**Question**

Ansatz 0.2.0 relaxations of tetragonal BaTiO3 (P4mm, 5 atoms in the cell) under hydrostatic pressure at zero temperature, keeping the starting symmetry, with r2SCAN+U (effective U 4 eV on Ti d), scalar-relativistic PAW, a 500 eV cutoff and a 6×6×6 k mesh. Changes are relative to the cell relaxed at zero pressure, with a = 3.997 and c = 4.045 Å.

```csv
applied pressure (GPa),volume change (%),a change (%),c change (%),final space group number
-1,0.85,0.11,0.62,99
1,-0.78,-0.13,-0.53,99
4,-2.77,-0.53,-1.73,221
12,-6.35,-1.77,-2.95,221
25,-10.99,-3.42,-4.58,221
50,-17.51,-5.84,-6.97,221
90,-24.57,-8.60,-9.70,221
```

In the table, $a$ and $c$ are the edges of the cell, and each change is relative to the cell relaxed at zero pressure. Space group 99 is a tetragonal crystal with Ti off centre along $c$; space group 221 is the cubic crystal with Ti in the middle. An engineer needs the compression of BaTiO₃ at several pressures and has only the rows at −1 and 1 GPa. He assumes that volume and edges go on changing at the rate found there.

1. Test this assumption at 12 GPa for the volume and for $a$.
2. Which of the two errors shows that more has happened than the usual stiffening of a squeezed solid?
3. Explain the physics behind it.
4. What can this kind of relaxation not tell about the phase it ends in?

**Model answer**

*1. The test.* Between −1 and 1 GPa the volume change goes from 0.85 to −0.78 %, which is $(-0.78-0.85)/2=-0.815$ % per GPa. At 12 GPa the straight line therefore gives $12\times(-0.815)=-9.8$ %, while the relaxed crystal has lost only 6.35 %. The loss is overstated by about half of its computed value. The row at 12 GPa had no part in setting the slope, so this is a fair test.

For $a$ the same steps give $(-0.13-0.11)/2=-0.12$ % per GPa, hence −1.44 % at 12 GPa. The computed change is −1.77 %. Here the line promises too little compression, not too much.

*2. The telling error.* A solid normally becomes harder to compress as its atoms are pushed together, so a straight line drawn at low pressure should overstate every later shrinkage. The volume error has this sign, so its sign alone raises no suspicion. The error in $a$ has the opposite sign at 4, 12 and 25 GPa: this edge has become easier to compress than it was around zero pressure. Stiffening alone cannot do that.

The shape of the cell confirms the suspicion. The ratio $c/a$ falls from 1.017 at −1 GPa to 1.008 at 1 GPa, and from 4 GPa on it is 1 within the rounding. The straight lines know of no such stop and make $c$ shorter than $a$ already at 4 GPa. The space group changes between the rows at 1 and 4 GPa, so the engineer has carried the response of one phase into another.

*3. The cause.* In the zero-pressure cell the shortest Ti–O distance is 1.89 Å, less than half of $c$, which is $4.045/2=2.02$ Å. Ti has moved towards one oxygen. Standard bonding theory gives the reason: the empty d orbitals of Ti⁴⁺ mix more strongly with the filled p orbitals of an oxygen that comes closer. Repulsion between the electron shells opposes the shift. Both effects grow as the cell shrinks, but at moderate pressure the repulsion is expected to grow faster, and so pressure drives Ti back to the centre.

The off-centre shift also deforms the cell, lengthening it along $c$ and drawing it in sideways. When pressure reduces the shift, $c$ loses this extra length on top of the ordinary compression of the bonds. Sideways the two effects oppose each other, because $a$ is squeezed but also released. This is why $c$ shrinks almost five times as fast as $a$ around zero pressure.

A slightly bowed steel strip pulled at its ends behaves like the $c$ edge under pressure, except that the strip grows longer where $c$ grows shorter. It gives way easily while the bow flattens; once it is straight, only the steel itself can stretch. The length hidden in the bow goes as the square of its height, just as the polar strain goes as the square of the Ti shift, and a square cannot fall below zero. The picture covers the soft response along $c$ and its end, but not the sideways release of $a$.

Once Ti is centred, both special effects are gone. The edge $c$ loses its softness, and $a$ loses the release that had hidden part of its compression. Between 4 and 12 GPa both edges shrink by about 0.15 % per GPa, which is slower than before for $c$ and faster for $a$. At higher pressure the rate falls from each interval to the next, as ordinary stiffening demands.

*4. The limit of the relaxation.* The calculation keeps the symmetry elements of its tetragonal start. The cell may gain symmetry, as it does here, but it may not lose any. At low temperature and ordinary pressure real BaTiO₃ is rhombohedral, with Ti shifted along a body diagonal, and that shift is forbidden in these runs. The change between 1 and 4 GPa is thus the end of the tetragonal distortion, not an established phase boundary, and a less symmetric crystal may lie below the cubic one. From 25 GPa on, the logged relaxations also begin with almost no force on the atoms. By symmetry a centred Ti feels no force, whether it is stable there or not, so these runs do not test its stability even against a shift along $c$.

**Remarks on the reasoning**

A good answer separates the two reasons why the line fails for the volume: ordinary stiffening, and the loss of the soft response that came with the polar shift. The bulk modulus, the pressure needed per fractional loss of volume, is about 123 GPa around zero pressure and 213 GPa between 4 and 12 GPa. That is a rise of some 11 GPa for each GPa applied, against about 4 within the cubic rows. The cubic rows act as the control: they show what stiffening does when no polar shift is left to lose. The printed analysis after this text gives the straight-line estimates for every row and the slopes between neighbouring rows.

A common mistake is to test the line on a single number. At 50 GPa it gives −6.0 % for $a$, and the computed change is −5.84 %, which looks like success. It is a cancellation: the lost sideways release made the line promise too little, and stiffening at higher pressure has since offset this. At the same pressure the line overstates the volume loss by more than a factor of two.

Another mistake is to conclude from the last two rows that the crystal is still softer along $c$, because the $c$ change exceeds the $a$ change. Those cells are cubic, and their edges are equal. The difference remains because $c$ started out longer in the reference cell.

For practical use, a compressibility belongs to one phase and to a limited range of pressure. Here the separate edges give a clearer warning than the volume, since ordinary stiffening cannot make an edge softer under pressure; such a softening calls for a look at the positions of the atoms. The pressure at which the tetragonal distortion ends should be taken with caution. The Hubbard correction on Ti d weakens the very mixing that holds Ti off centre and so may bring the change to lower pressure; there is no run without it to measure the effect.

Printed output of the fit:

```
Straight-line estimate of the changes in %:
  row  volume line  volume line less computed  a line  a line less computed  c line  c line less computed
   -1        0.815                     -0.035    0.12                  0.01   0.575                -0.045
    1       -0.815                     -0.035   -0.12                  0.01  -0.575                -0.045
    4        -3.26                      -0.49   -0.48                  0.05    -2.3                 -0.57
   12        -9.78                      -3.43   -1.44                  0.33    -6.9                 -3.95
   25       -20.38                     -9.385      -3                  0.42  -14.37                -9.795
   50       -40.75                     -23.24      -6                 -0.16  -28.75                -21.78
   90       -73.35                     -48.78   -10.8                  -2.2  -51.75                -42.05
Ratio c/a:
  row  computed  from the straight lines
   -1     1.017                    1.017
    1     1.008                    1.007
    4    0.9998                   0.9935
   12    0.9999                   0.9559
   25    0.9999                   0.8933
   50    0.9999                   0.7671
   90    0.9998                   0.5474
Between the row above and this row:
  row  a slope in % per GPa  c slope in % per GPa  bulk modulus in GPa  rise of bulk modulus per GPa
    1                 -0.12                -0.575                122.7                           n/a
    4               -0.1333                  -0.4                148.1                         10.13
   12                -0.155               -0.1525                213.3                         11.85
   25               -0.1269               -0.1254                255.9                         4.058
   50               -0.0968               -0.0956                328.8                         3.838
   90                -0.069              -0.06825                447.4                         3.648
Volume slope around zero pressure in % per GPa: -0.815
c slope over a slope around zero pressure: 4.792
a slope from 4 to 12 GPa over a slope around zero pressure: 1.292
Bulk modulus from 4 to 12 GPa over that around zero pressure: 1.738
Rise of bulk modulus per GPa from around zero to the interval 4 to 12 GPa: 11.32
Straight-line volume loss over computed loss at 12 GPa: 1.54
Straight-line volume loss over computed loss at 90 GPa: 2.985
```
